\section*{The problem and the premises}

A closed charge of methane and steam sits at equilibrium at 1000 K. I warm it slightly at fixed pressure, or compress it slightly at fixed temperature. The principle of Le Chatelier (1884) and Braun (1887) tells us which way the reaction moves. Today I want to know by how many moles. The answer is a ratio: a driving term, the enthalpy or volume of reaction, divided by a stiffness, the curvature of the Gibbs energy along the reaction. I use four premises.

(P1) The system is closed, has uniform temperature $T$ and pressure $p$, and does only volume work. Its Gibbs energy $G(T,p,n_1,n_2,\dots)$ is defined for any composition, equilibrated or not, has continuous second derivatives, and obeys
\begin{equation}
dG=-S\,dT+V\,dp+\sum_i\mu_i\,dn_i .
\label{dG}
\end{equation}

(P2) One reaction runs, with stoichiometric numbers $\nu_i$ positive for products, negative for reactants and zero for inert species. The amounts follow the extent of reaction $\xi$, in mol: $n_i=n_i^{0}+\nu_i\xi$. Mass is conserved, $\sum_i\nu_iM_i=0$ with molar masses $M_i$.

(P3) At given $T$ and $p$ the system reaches the minimum of $G$ over $\xi$, the minimum is interior, with all reacting $n_i>0$, and its curvature is strictly positive.

(P4) Only where I say so, the mixture is an ideal gas.

\section*{The general shifts}

With $dn_i=\nu_i\,d\xi$, $G$ becomes a function of $T,p,\xi$. For any extensive $X$ I define the reaction quantity $\Delta X=(\partial X/\partial\xi)_{T,p}$, per mole of extent and at the actual composition. From \eqref{dG},
\begin{equation}
\Delta G=\sum_i\nu_i\mu_i,\qquad
G_2\equiv\Big(\frac{\partial^2G}{\partial\xi^2}\Big)_{T,p}=\Big(\frac{\partial\Delta G}{\partial\xi}\Big)_{T,p}.
\end{equation}
By (P3), equilibrium means $\Delta G=0$ and $G_2>0$. The unit of $G_2$ is J\,mol$^{-2}$.

We need the other two derivatives of $\Delta G$. By (P1) mixed derivatives commute, and \eqref{dG} gives $\partial G/\partial T=-S$ and $\partial G/\partial p=V$ at fixed $\xi$. Hence
\begin{equation}
\Big(\frac{\partial\Delta G}{\partial T}\Big)_{p,\xi}=-\Delta S,\qquad
\Big(\frac{\partial\Delta G}{\partial p}\Big)_{T,\xi}=\Delta V .
\end{equation}
Now move from one equilibrium state to a neighbouring one. $\Delta G$ is zero in both, so its total differential vanishes:
\begin{equation}
0=-\Delta S\,dT+\Delta V\,dp+G_2\,d\xi .
\label{tot}
\end{equation}
Since $G_2\neq0$, the implicit function theorem gives a differentiable function $\xi(T,p)$ near the state, and I may solve \eqref{tot} for $d\xi$. One step remains. Differentiating $H=G+TS$ with respect to $\xi$ gives $\Delta H=\Delta G+T\Delta S$, and at equilibrium this is $\Delta S=\Delta H/T$. The result is
\begin{equation}
\Big(\frac{\partial\xi}{\partial T}\Big)_p=\frac{\Delta H}{T\,G_2},\qquad
\Big(\frac{\partial\xi}{\partial p}\Big)_T=-\frac{\Delta V}{G_2}.
\label{main}
\end{equation}
Because $T$ and $G_2$ are positive, heating advances an endothermic reaction and compression advances one that shrinks the volume. Setting $d\xi=0$ in \eqref{tot} gives a by-product free of $G_2$, the slope of a line of constant extent:
\begin{equation}
\Big(\frac{\partial p}{\partial T}\Big)_\xi=\frac{\Delta H}{T\,\Delta V}.
\label{iso}
\end{equation}

\emph{Question: Could I not keep $\Delta S$ and take it from a table?}

You may keep it, but the table lists the standard entropy of reaction $\Delta S^\circ$, for unmixed gases at the standard pressure. The $\Delta S$ in \eqref{tot} also contains mixing and pressure terms, and at equilibrium these adjust it to $\Delta H/T$. For ideal gases the enthalpy has no such terms, which is why it is the safer quantity. I will put a number on the difference.

\emph{Question: In what sense does the system oppose the change?}

Look at the response functions. Along the equilibrium states $H$ and $V$ depend on $T$ and $p$ directly and through $\xi$. The chain rule and \eqref{main} give
\begin{align}
C_{p,\mathrm{eq}}&=C_{p,\xi}+\Delta H\Big(\frac{\partial\xi}{\partial T}\Big)_p=C_{p,\xi}+\frac{\Delta H^2}{T\,G_2},
\label{cp}\\
\kappa_{T,\mathrm{eq}}&=\kappa_{T,\xi}-\frac{\Delta V}{V}\Big(\frac{\partial\xi}{\partial p}\Big)_T=\kappa_{T,\xi}+\frac{\Delta V^2}{V\,G_2},
\label{kap}
\end{align}
with $\kappa_T=-V^{-1}\partial V/\partial p$ and the subscript $\xi$ for frozen composition. Both added terms are squares over positive numbers. A given heat input at fixed $p$ raises $T$ less when the reaction may run, and a given isothermal compression raises $p$ less. That is the precise content of the moderation. It concerns conjugate pairs only: the added term in $(\partial V/\partial T)_p$ is $\Delta V\Delta H/(TG_2)$, which may have either sign.

\section*{The stiffness of an ideal gas mixture}

Now (P4). With $n=\sum_in_i$, inert gases included, and standard pressure $p^\circ$,
\begin{equation}
\mu_i=\mu_i^\circ(T)+RT\ln\frac{n_i\,p}{n\,p^\circ},\qquad
\Big(\frac{\partial\mu_i}{\partial n_j}\Big)_{T,p}=RT\Big(\frac{\delta_{ij}}{n_i}-\frac1n\Big).
\label{mu}
\end{equation}
Since $\partial/\partial\xi=\sum_j\nu_j\,\partial/\partial n_j$, and with $\Delta\nu=\sum_i\nu_i$,
\begin{equation}
G_2=\sum_{i,j}\nu_i\nu_j\frac{\partial\mu_i}{\partial n_j}=RT\,B,\qquad
B=\sum_i\frac{\nu_i^2}{n_i}-\frac{\Delta\nu^2}{n}.
\label{B}
\end{equation}
The sign follows from the Cauchy--Schwarz inequality for the vectors with components $\nu_i/\sqrt{n_i}$ and $\sqrt{n_i}$. Their scalar product is $\Delta\nu$ and their squared lengths are $\sum_i\nu_i^2/n_i$ and $n$, so
\begin{equation}
\Delta\nu^2\le n\sum_i\frac{\nu_i^2}{n_i},
\end{equation}
which is $B\ge0$. One can see the same thing by expanding a square:
\begin{equation}
\sum_in_i\Big(\frac{\nu_i}{n_i}-\frac{\Delta\nu}{n}\Big)^2=\sum_i\frac{\nu_i^2}{n_i}-2\frac{\Delta\nu^2}{n}+\frac{\Delta\nu^2}{n}=B .
\label{var}
\end{equation}
The inequality alone allows zero, so the equality case needs an argument. By \eqref{var}, $B=0$ requires $\nu_i=\lambda n_i$ for every gas, with one $\lambda$. If all participants are gases, mass conservation gives $\lambda\sum_in_iM_i=0$, so $\lambda=0$ and there is no reaction at all. Thus $B>0$ at every interior composition. So $\Delta G$ rises monotonically with $\xi$; by \eqref{mu} it tends to $-\infty$ where a product vanishes and to $+\infty$ where a reactant vanishes. The minimum exists, is interior and is unique: for an all-gas ideal reaction only its attainment remains a premise.

The numerators are simple too. From \eqref{mu}, the partial molar volume is $\partial\mu_i/\partial p=RT/p$, and the partial molar enthalpy $-T^2\,\partial(\mu_i/T)/\partial T$ gets no contribution from the logarithm. So $\Delta V=\Delta\nu RT/p$ and $\Delta H=\Delta H^\circ(T)$, and \eqref{main} becomes
\begin{equation}
\Big(\frac{\partial\xi}{\partial T}\Big)_p=\frac{\Delta H^\circ}{RT^2B},\qquad
\Big(\frac{\partial\xi}{\partial\ln p}\Big)_T=-\frac{\Delta\nu}{B}.
\label{ideal}
\end{equation}
$B$ is dominated by the scarcest reacting species. A reaction near either end is stiff and hardly shifts, however large its enthalpy.

\emph{Question: Does the positivity survive when solids take part?}

Not always. The chemical potential of a pure condensed phase does not depend on its amount, so the sums in \eqref{B}, $\Delta\nu$ included, run over gases only, and the mass argument fails. For $\mathrm{CaCO_3\to CaO+CO_2}$ under pure $\mathrm{CO_2}$, $B=1/n-1/n=0$. Then $G$ is linear in $\xi$, \eqref{main} has no meaning, and the extent jumps from one end to the other on crossing a line in the $T,p$ plane whose slope is \eqref{iso}, since \eqref{tot} still holds with $G_2=0$. An amount $m$ of inert gas restores $B=1/n_{\mathrm{CO_2}}-1/(n_{\mathrm{CO_2}}+m)>0$.

\emph{Question: Does adding a product always drive the reaction back?}

No. Add $dn_j^0$ at fixed $T$ and $p$. Equation \eqref{tot} gains the term $\sum_i\nu_i(\partial\mu_i/\partial n_j)\,dn_j^0$, and \eqref{mu} gives
\begin{equation}
\Big(\frac{\partial\xi}{\partial n_j^0}\Big)_{T,p}=-\frac1B\Big(\frac{\nu_j}{n_j}-\frac{\Delta\nu}{n}\Big).
\end{equation}
The second term is dilution of everything else. In reforming, CO has $\nu=1$ while $\Delta\nu=2$, so in a mixture more than half CO, further CO drives the reaction forward.

\emph{Question: What if I heat a rigid vessel?}

Then the potential is the Helmholtz energy $F(T,V,\xi)$, and the same steps apply. With $\mu_i=\mu_i^\circ+RT\ln(n_iRT/Vp^\circ)$ the term $-1/n$ is absent, the stiffness is $RT\sum_i\nu_i^2/n_i$, and the driving term is $(\partial U/\partial\xi)_{T,V}=\Delta H^\circ-\Delta\nu RT$:
\begin{equation}
\Big(\frac{\partial\xi}{\partial T}\Big)_V=\frac{\Delta H^\circ-\Delta\nu RT}{RT^2\sum_i\nu_i^2/n_i}.
\label{vol}
\end{equation}

\section*{Several reactions}

For independent reactions $r$ with $n_i=n_i^0+\sum_r\nu_{ri}\xi_r$, each $\Delta_rG$ vanishes at equilibrium, and \eqref{tot} holds for every $r$ with $G_2\,d\xi$ replaced by $\sum_sG_{rs}\,d\xi_s$, where $G_{rs}=\partial^2G/\partial\xi_r\partial\xi_s$. For ideal gases the steps from \eqref{mu} to \eqref{ideal} give $G_{rs}=RT\,B_{rs}$ and
\begin{equation}
B_{rs}=\sum_i\frac{\nu_{ri}\nu_{si}}{n_i}-\frac{\Delta\nu_r\Delta\nu_s}{n},\quad
\frac{\partial\xi_r}{\partial T}=\sum_s(B^{-1})_{rs}\frac{\Delta H^\circ_s}{RT^2},\quad
\frac{\partial\xi_r}{\partial\ln p}=-\sum_s(B^{-1})_{rs}\Delta\nu_s .
\label{multi}
\end{equation}
For any nonzero $c_r$, the form $\sum_{r,s}c_rc_sB_{rs}$ is the $B$ of the single reaction with numbers $\sum_rc_r\nu_{ri}$, which is positive. So the matrix and its inverse are positive definite, and the heat taken up, $\sum_r\Delta H^\circ_r\,\partial\xi_r/\partial T$, is never negative. The sign of an individual shift is no longer guaranteed.

\section*{Range of validity}

Equation \eqref{main} is exact under (P1) to (P3), for any mixture, provided $\Delta H$ and $\Delta V$ are built from partial molar quantities at the equilibrium composition. It gives first derivatives, so finite steps need integration. It fails where $G_2=0$, as in the carbonate case, and at the boundary of the allowed range of $\xi$, where a pure condensed participant is used up. The change must be slow compared with the chemical relaxation; fast changes see the frozen $C_{p,\xi}$ and $\kappa_{T,\xi}$. A catalyst alters the waiting time and nothing in the formulas. Equations \eqref{B} and \eqref{ideal} also need ideal gases, with relative corrections of order $bp/RT$ for a second virial coefficient $b$. The scalar form needs every other reaction to be frozen; otherwise \eqref{multi} applies. The constraint must be the one stated: fixed $p$, not fixed $V$.

\section*{Steam reforming at 1000 K}

Take
\begin{equation}
\mathrm{CH_4+H_2O\to CO+3H_2},\qquad\nu=(-1,-1,1,3),\qquad\Delta\nu=2,
\end{equation}
at $T=1000$ K and $p=p^\circ=10^5$ Pa, with 1 mol each of $\mathrm{CH_4}$ and $\mathrm{H_2O}$ as feed. As approximate inputs I use $\Delta H^\circ=226$ kJ\,mol$^{-1}$ and $K=\exp(-\Delta G^\circ/RT)=26$, where $\Delta G^\circ=\sum_i\nu_i\mu_i^\circ$. With a typical $|b|$ of $2\times10^{-5}$ m$^3$\,mol$^{-1}$, $|b|p/RT=2.4\times10^{-4}$, so (P4) is harmless.

Let $x=\xi/(1\ \mathrm{mol})$. The amounts in mol are $1-x$, $1-x$, $x$, $3x$, and $n=2+2x$. Setting $\Delta G=0$ in \eqref{mu} gives
\begin{equation}
K=\frac{27x^4}{(1-x)^2(2+2x)^2}\Big(\frac{p}{p^\circ}\Big)^2 .
\end{equation}
The right side is a perfect square, so
\begin{equation}
\frac{x^2}{1-x^2}=a\equiv\frac{2\sqrt K\,p^\circ}{3\sqrt3\,p},\qquad x=\sqrt{\frac{a}{1+a}} .
\label{x}
\end{equation}
Here $a=1.96$ and $x=0.814$: 0.186 mol each of $\mathrm{CH_4}$ and $\mathrm{H_2O}$, 0.814 mol CO, 2.442 mol $\mathrm{H_2}$, 3.628 mol in total. In mol$^{-1}$,
\begin{equation}
B=\frac{2}{1-x}+\frac4x-\frac{2}{1+x}=\frac{4}{x(1-x^2)}=10.75+4.91-1.10=14.56 .
\end{equation}
The two depleted reactants supply most of the stiffness. Then $G_2=RTB=121$ kJ\,mol$^{-2}$, $\Delta V=2RT/p=0.166$ m$^3$\,mol$^{-1}$, and
\begin{equation}
\Big(\frac{\partial\xi}{\partial T}\Big)_p=1.87\times10^{-3}\ \mathrm{mol\,K^{-1}},\qquad
\Big(\frac{\partial\xi}{\partial p}\Big)_T=-1.37\times10^{-6}\ \mathrm{mol\,Pa^{-1}} .
\end{equation}
The closed form checks the algebra. From \eqref{x}, $d\ln a=2\,dx/[x(1-x^2)]$, and also $d\ln a=\tfrac12d\ln K-d\ln p$. With the van 't Hoff relation $d\ln K/dT=\Delta H^\circ/RT^2$, which follows from the definition of $K$, this is $dx=B^{-1}(\Delta H^\circ dT/RT^2-2\,d\ln p)$, in accord with \eqref{ideal}.

By \eqref{iso}, one kelvin is cancelled by 1.36 kPa. The entropy trap: $\Delta S=\Delta H^\circ/T=226$ J\,mol$^{-1}$K$^{-1}$, whereas $\Delta S^\circ=\Delta H^\circ/T+R\ln K=253$ J\,mol$^{-1}$K$^{-1}$, which would inflate the slope by 12\,\%. In a rigid vessel \eqref{vol} has 209 kJ\,mol$^{-1}$ above and $\sum_i\nu_i^2/n_i=15.66$ mol$^{-1}$ below, giving $1.61\times10^{-3}$ mol\,K$^{-1}$.

The moderation is large for heat and small for volume. The reactive term in \eqref{cp} is 422 J\,K$^{-1}$. With approximate molar heat capacities of 72, 41, 33 and 30 J\,mol$^{-1}$K$^{-1}$ for $\mathrm{CH_4}$, $\mathrm{H_2O}$, CO and $\mathrm{H_2}$, the frozen value is 121 J\,K$^{-1}$, so the reaction absorbs 3.5 times as much heat as the warming of the gas. In \eqref{kap}, $\kappa_{T,\xi}=1/p$, and the added term is $\Delta\nu^2/(nB)=x(1-x)/2=0.076$ times that.

\emph{Question: How far can I trust the tangent, and the digits?}

For a step of 10 K the tangent gives 0.0187 mol. Integrating the van 't Hoff relation at constant $\Delta H^\circ$ and using \eqref{x} gives 0.0179 mol; the heat capacities above give $\Delta C_p=10$ J\,mol$^{-1}$K$^{-1}$ and change $\Delta H^\circ$ by only 0.1 kJ\,mol$^{-1}$ over the step. Doubling the pressure gives $-0.110$ mol, against $-0.137$ mol from the tangent in $p$. As to inputs, $1/B\propto x(1-x^2)$ and $dx/d\ln K=1/B$ give $d\ln(1/B)/d\ln K=(1-3x^2)/4=-0.25$, so a few per cent in $K$ is about one per cent in the slopes. The third figure serves only to follow the arithmetic.

\emph{Question: The water-gas shift runs on the same catalyst. How much does it matter?}

More than any correction so far. Add $\mathrm{CO+H_2O\to CO_2+H_2}$ as reaction 2, with approximate inputs $K_2=1.4$ and $\Delta H_2^\circ=-35$ kJ\,mol$^{-1}$, and $\Delta\nu_2=0$. With extents $x$ and $y$ in mol, the amounts of $\mathrm{CH_4}$, $\mathrm{H_2O}$, CO, $\mathrm{H_2}$, $\mathrm{CO_2}$ are $1-x$, $1-x-y$, $x-y$, $3x+y$, $y$, and at $p=p^\circ$
\begin{equation}
\frac{(x-y)(3x+y)^3}{(1-x)(1-x-y)(2+2x)^2}=26,\qquad
\frac{y(3x+y)}{(x-y)(1-x-y)}=1.4 .
\end{equation}
The solution is $x=0.789$, $y=0.062$, and in mol$^{-1}$ $B_{11}=15.4$, $B_{12}=6.6$, $B_{22}=24.6$. The first diagonal element of the inverse is $1/(B_{11}-B_{12}^2/B_{22})$, an effective stiffness of 13.7 mol$^{-1}$: letting the shift relax softens the reforming. From \eqref{multi},
\begin{align}
\partial\xi_1/\partial T&=2.07\times10^{-3}, & \partial\xi_2/\partial T&=-0.73\times10^{-3}\ \mathrm{mol\,K^{-1}},\\
\partial\xi_1/\partial p&=-1.46\times10^{-6}, & \partial\xi_2/\partial p&=0.39\times10^{-6}\ \mathrm{mol\,Pa^{-1}} .
\end{align}
The reforming slopes grow in magnitude by 11\,\% and 7\,\%, and the reactive heat capacity becomes 493 J\,K$^{-1}$. Note that the shift has $\Delta V=0$ and still moves with pressure, through $B_{12}$: compression reverses some reforming, which returns steam and removes hydrogen.

\emph{Question: And carbon?}

This feed is lean in steam. For $\mathrm{CH_4\to C+2H_2}$ with graphite and an approximate $K_3=10$, the gas of the two-reaction state has carbon activity $K_3\,n_{\mathrm{CH_4}}n/n_{\mathrm{H_2}}^2=1.3$ at $p=p^\circ$. It is supersaturated, so both calculations describe constrained equilibria in which graphite does not nucleate; if it does, a third extent enters \eqref{multi}, with graphite left out of the sums. With graphite suppressed, the methane converted from this charge rises by about $1.9\times10^{-3}$ mol per kelvin and falls by about $1.4\times10^{-6}$ mol per pascal if the shift is frozen, and by about $2.1\times10^{-3}$ and $1.5\times10^{-6}$ if it is free.